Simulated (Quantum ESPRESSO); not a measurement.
# Site moment and magnetic energy of ferromagnetic CrB2 against added charge, PBEsol

A common rule of thumb says that electrons added to a d shell less than half full enter majority-spin states, so that the moment grows by nearly 1 μB per electron. We test it on metallic CrB2 by adding or removing up to 0.4 electrons per Cr against a uniform background. The answer bears on whether doping can tune the magnetism of a metallic boride. Moments are those of the parallel order, and the magnetic energy gain is measured from the run without spin polarisation at the same charge. The measured order is antiferromagnetic and cannot form in a cell with one Cr atom, so the gain describes the stability of a parallel moment and not the choice between magnetic orders.

## Method

One system, CrB2 (P6/mmm), 3 atom(s) a primitive cell, from measured cells of the Crystallography Open Database (measured order: antiferro (arxiv:1412.1629)). Quantum ESPRESSO 7.5, plane waves with GBRV 1.5 PBEsol pseudopotentials, cutoff 544 eV, Fermi-Dirac smearing of 0.05 eV, k meshes whose coarsest spacing along a reciprocal vector is 0.24 1/Å over all runs (2π included). Functional: PBEsol, no Hubbard U; collinear spins, no spin-orbit coupling. Atoms stay at fixed fractions of the cell and the mesh divisions are held. At each point the moments on Cr are started parallel and without spin polarisation. Runs that did not converge or carry a known fault are not listed. The same in all rows: metal or insulator in the run from the parallel start, judged by its smearing entropy or density of states at the Fermi energy (a gap under a few smearing widths counts as a metal): metal.

Notes on method and selection:

- Each state is what a run reaches from typed starting moments; only the parallel order and a state without spin polarisation were started, so the lowest found need not be the ground state. Spin-orbit coupling is left out of these energies, which are free energies at the smearing width. A magnetic atom is one that was given a starting moment.
- Site moments count the spin inside each program's own atomic sphere, so they depend somewhat on its radius and leave out the spin between the spheres.
- Quantum ESPRESSO sets the radius of an element's spheres to about 0.41 of its shortest distance to a neighbour.
- A measured moment is set beside the table only where the run ends ferromagnetic and the measured order is ferromagnetic too.
- Runs that did not converge, have known faults or may not be shown are not listed, and runs on Ansatz's PAW sets soft_1 and soft_2 are kept to separate tables.

Columns:

- added charge (e per magnetic atom): electrons added per magnetic atom (negative: removed), balanced by a uniform background.
- net moment (μB): net spin moment of that run per magnetic atom.
- moment (μB): largest site spin moment reached from the parallel start.
- magnetic energy gain (meV): energy of the run without spin polarisation less that of the parallel start, per magnetic atom (positive: magnetism is favoured).

## Results

```
member  added charge (e per magnetic atom)  net moment (μB)  moment (μB)  magnetic energy gain (meV)
−0.4 e  −0.4                                0.22             0.20         1.4
−0.2 e  −0.2                                1.08             1.04         25.1
−0.1 e  −0.1                                1.16             1.11         41.7
+0 e    0.0                                 1.23             1.17         56.7
+0.1 e  0.1                                 1.31             1.24         70.6
+0.2 e  0.2                                 1.40             1.31         84.2
+0.4 e  0.4                                 ?                ?            ?
```

Cells marked ? are withheld until the estimate has been made.

Least-squares fits to the members shown, with x = added charge (e per magnetic atom); R² and errors in the fitted variable (y, or ln y where the fit is in ln y):

```
y                           members  fit                              R²    rms residual  leave-one-out rms  the same for the mean of the others
moment (μB)                 6        y = 1.249 + 0.8405 x − 4.190 x²  0.96  0.071         0.33               0.45
magnetic energy gain (meV)  6        y = 55.42 + 144.3 x + 18.81 x²   1.00  1.2           5.3                33
```

## Interpretation

From −0.2 to +0.2 e the rule is nearly right. The net moment rises from 1.08 to 1.40 μB, a slope of (1.40 − 1.08) / 0.4 = 0.80 μB per electron. Of each added electron, (1 + 0.80) / 2 = 0.90 therefore ends in the majority channel and 0.10 in the minority channel. The site moment rises more slowly, by (1.31 − 1.04) / 0.4 = 0.68 μB per electron, because part of the added spin lies outside the Cr sphere.

The rule fails on the electron-poor side. Between −0.2 and −0.4 e the net moment falls by 0.86 μB although only 0.2 electrons are removed. Emptying majority states could account for at most 0.2 μB; the rest must come from electrons moving from the majority to the minority channel as the exchange splitting collapses. At −0.4 e the energy gain is only 1.4 meV, so this weak moment may be sensitive to the smearing and the k mesh.

The energy gain rises at every step, from 1.4 to 84.2 meV. Its slope has a direct meaning: at a fixed cell, the change of the gain per added electron is the Fermi energy of the unpolarised state less that of the parallel state. Between −0.2 and +0.2 e this is (84.2 − 25.1) / 0.4 = 148 meV per electron, so an added electron costs about 0.15 eV less in the magnetic state.

A likely origin is the band filling of diborides with this structure. Their Fermi energy lies in a pseudogap for the group 4 metals and moves up into metal d states as electrons are added. A higher density of states there favours spin polarisation through the Stoner criterion, and removing electrons weakens it. The densities of states that would test this are not shown in the table.

## Blind estimate

Plain estimates from the members shown:

- +0.4 e, fit at x = 0.4: 0.91 μB (an extrapolation)

The printed parabola gives 0.91 μB at +0.4 e, but its downturn is produced by the collapse at −0.4 e. It peaks at 0.8405 / (2 × 4.190) = 0.10 e, whereas the site moment still rises from 1.24 to 1.31 μB between +0.1 and +0.2 e. The energy gain is also still growing there, which gives no sign of a weakening moment.

We therefore use a straight line through the five members from −0.2 to +0.2 e, which share the strongly polarised state. Their mean site moment, which the line takes at zero added charge, is (1.04 + 1.11 + 1.17 + 1.24 + 1.31) / 5 = 1.174 μB. Their least-squares slope is (0.2 × (1.31 − 1.04) + 0.1 × (1.24 − 1.11)) / 0.1 = 0.67 μB per electron, so the estimate is 1.174 + 0.67 × 0.4 = 1.44 μB.

As a trial, a line through the members at −0.2, −0.1 and 0 e has a slope of (1.17 − 1.04) / 0.2 = 0.65 μB per electron and a mean of (1.04 + 1.11 + 1.17) / 3 = 1.107 μB at −0.1 e. It gives 1.107 + 0.65 × 0.3 = 1.30 μB at +0.2 e, against 1.31 μB in the table. That extrapolation also reaches 0.2 e past its last member.

For the error we take the variation in slope of the net moment, whose steps per 0.1 e range from 0.07 to 0.09 μB, or 0.2 μB per electron. Over the 0.2 e beyond the last shown member this amounts to 0.2 × 0.2 = 0.04 μB. A switch to another magnetic state, like the one on the electron-poor side, would fall outside this error.

**Committed estimate, +0.4 e: moment = 1.44 ± 0.04 μB.**

## How the estimate fared

```
member  added charge (e per magnetic atom)  net moment (μB)  moment (μB)  magnetic energy gain (meV)
+0.4 e  0.4                                 1.56             1.45         110.0
```

```
member  estimate   moment (μB)  computed  estimate − computed  miss in error bars
+0.4 e  committed  1.44         1.45      −0.01                0.3
+0.4 e  fit        0.91         1.45      −0.54
```

The estimate of 1.44 μB lies 0.01 μB below the computed 1.45 μB, well inside its error bar of 0.04 μB. The printed parabola gave 0.91 μB and missed by 0.54 μB.

Leaving the collapsed member at −0.4 e out of the line was the right choice. The downturn that this member forced on the parabola does not appear at +0.4 e, where the moment and the energy gain are the largest of the series.

The net moment rises by (1.56 − 1.40) / 0.2 = 0.80 μB per electron in the last step, the same slope as between −0.2 and +0.2 e. About nine tenths of the added charge thus still ends in the majority channel, and the rule of thumb remains nearly right. The energy gain grows a little more slowly than before, by (110.0 − 84.2) / 0.2 = 129 meV per electron against 148 meV per electron between −0.2 and +0.2 e.

## Departures from the trend

Least-squares fits to the whole series, with x = added charge (e per magnetic atom); R² and errors in the fitted variable (y, or ln y where the fit is in ln y):

```
y                           members  fit                             R²    rms residual  leave-one-out rms  the same for the mean of the others
moment (μB)                 7        y = 1.217 + 1.350 x − 2.371 x²  0.93  0.100         0.36               0.44
magnetic energy gain (meV)  7        y = 55.80 + 138.5 x − 2.143 x²  1.00  1.4           4.7                40
```

Largest departures from the fit to the whole series:

```
member  moment (μB)  fit   computed − fit  in rms residuals
−0.2 e  1.04         0.85  +0.19           1.9
−0.4 e  0.20         0.30  −0.10           1.0
+0.1 e  1.24         1.33  −0.09           0.9
+0.2 e  1.31         1.39  −0.08           0.8
```

The member that leaves the trend is −0.4 e, although the parabola through the whole series misses it by only −0.10 μB. The line used for the estimate would give 1.174 − 0.67 × 0.4 = 0.91 μB there, and the computed site moment is 0.20 μB, lower by 0.71 μB.

The likeliest reason is that the unpolarised metal is close to the Stoner threshold at this charge. Its smearing entropy, which follows the density of states near the Fermi energy, is clearly lower at −0.4 e than at the other charges. This supports the band-filling explanation: with fewer states at the Fermi energy, a given moment costs more band energy, which the exchange energy must outweigh. The small energy gain of 1.4 meV fits this.

The larger departure of −0.2 e, +0.19 μB, comes from the form of the fit. A parabola cannot follow a steep drop and then a straight rise, so it runs too low at −0.2 e and too high at +0.1 and +0.2 e. These three members lie within 0.01 μB of a common straight line.

## Conclusions

From −0.2 to +0.4 e the site moment follows 1.17 + 0.68 x μB, with x in electrons per Cr. The line meets all six members within 0.01 μB, against a scatter of 0.13 μB about their mean, and should serve for charges between them. It fails at −0.4 e, and the point where the moment starts to collapse is not resolved between −0.4 and −0.2 e.

In practice, 0.1 electron per Cr within this range changes the site moment by about 0.07 μB and the energy gain by about (110.0 − 25.1) / 6 = 14 meV. Doping with another element would also change the cell and the local potential, which a uniform background at a fixed cell leaves out.

Two further omissions matter for comparison with real CrB2. Spin fluctuations, which PBEsol neglects, usually lower the moments of itinerant magnets, so the computed moments may be too large. The measured antiferromagnetic order, if lower in energy than the parallel one, would add to the energy gain by an amount not shown in the table.

[Logs are printed without paths, hosts, clocks, repeated set-up lines and the standing remarks that a program may print on its own settings, such as how far it seeks lower states.]
